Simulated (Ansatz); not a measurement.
Strength of the C–Si bond: SiH2(CH3)2 → SiH2(CH3) + CH3

Species: SiH2(CH3)2 (dimethylsilane), singlet; SiH2(CH3), doublet; CH3 (methyl radical) `[CH3]`, doublet. 

Shapes, held fixed at every level: PBE0-D4/def2-TZVP. Programs: Ansatz 0.2.0. The zero-point and thermal change to 298 K, harmonic and unscaled (PBE0-D4/def2-TZVP), is -17.3 kJ/mol.

Estimate ΔH(298 K) of this reaction.

The highest level, CCSD(T)/CBS estimate, gives ΔH(298 K) = +378.8 kJ/mol; the levels span +263.2 to +378.8. The column of differences is taken from that level and isn't an error. Hartree–Fock misses the correlation of the pair that is broken and comes out low. No measured value is set beside it here. Open shells run unrestricted unless RO is named. The CBS estimate extrapolates MP2 from def2-TZVPP and def2-QZVPP and adds CCSD(T) − MP2 in the triple-zeta set, cores frozen. Times are processor times on shared x86 and Arm servers, and rough.

| level | kind | ΔH(298 K) (kJ/mol) | less CCSD(T)/CBS estimate | CPU time (sum over the molecules) |
| --- | --- | --- | --- | --- |
| HF/def2-TZVPP | Hartree–Fock | +263.2 | -115.6 | – |
| PBE-D4/def2-TZVPP | GGA | +365.0 | -13.8 | 12 s |
| PBE0-D4/def2-TZVPP | global hybrid | +364.2 | -14.6 | 12 s |
| B2PLYP/def2-TZVPP | double hybrid | +361.4 | -17.4 | 20 s |
| CCSD(T)/def2-SVP | coupled cluster or CI | +354.3 | -24.5 | 8.5 s |
| CCSD(T)/def2-TZVPP | coupled cluster or CI | +368.2 | -10.6 | 2.6 min |
| CCSD/def2-TZVPP | coupled cluster or CI | +359.9 | -18.9 | – |
| CCSD(T)/CBS estimate | coupled cluster or CI | +378.8 | 0.0 | 3.9 min |

Homolysis of the C–Si bond is best put at +378.8 kJ/mol, which marks a strong single bond. Its strength comes from good σ overlap reinforced by the polarity Si(δ+)–C(δ−), and cleavage gives a planar methyl radical and a pyramidal silyl radical, neither with much delocalisation to offset the loss. Electron correlation favours the intact molecule because the bonding pair, and its interaction with the neighbouring C–H and Si–H pairs, is lost on separation.

Recovering that correlation takes a flexible basis: CCSD(T) rises from +354.3 to +368.2 and then to +378.8 kJ/mol as the basis grows. The last step exceeds the effect of the triples in the triple-zeta set, so the remaining uncertainty probably lies as much in the extrapolation as in the excitation level. PBE and PBE0 nearly coincide, so exact exchange matters little for this bond, and their closeness to triple-zeta CCSD(T) partly reflects the latter's unconverged basis. Whether C–Si cleavage is preferred over Si–H or C–H cleavage remains open.
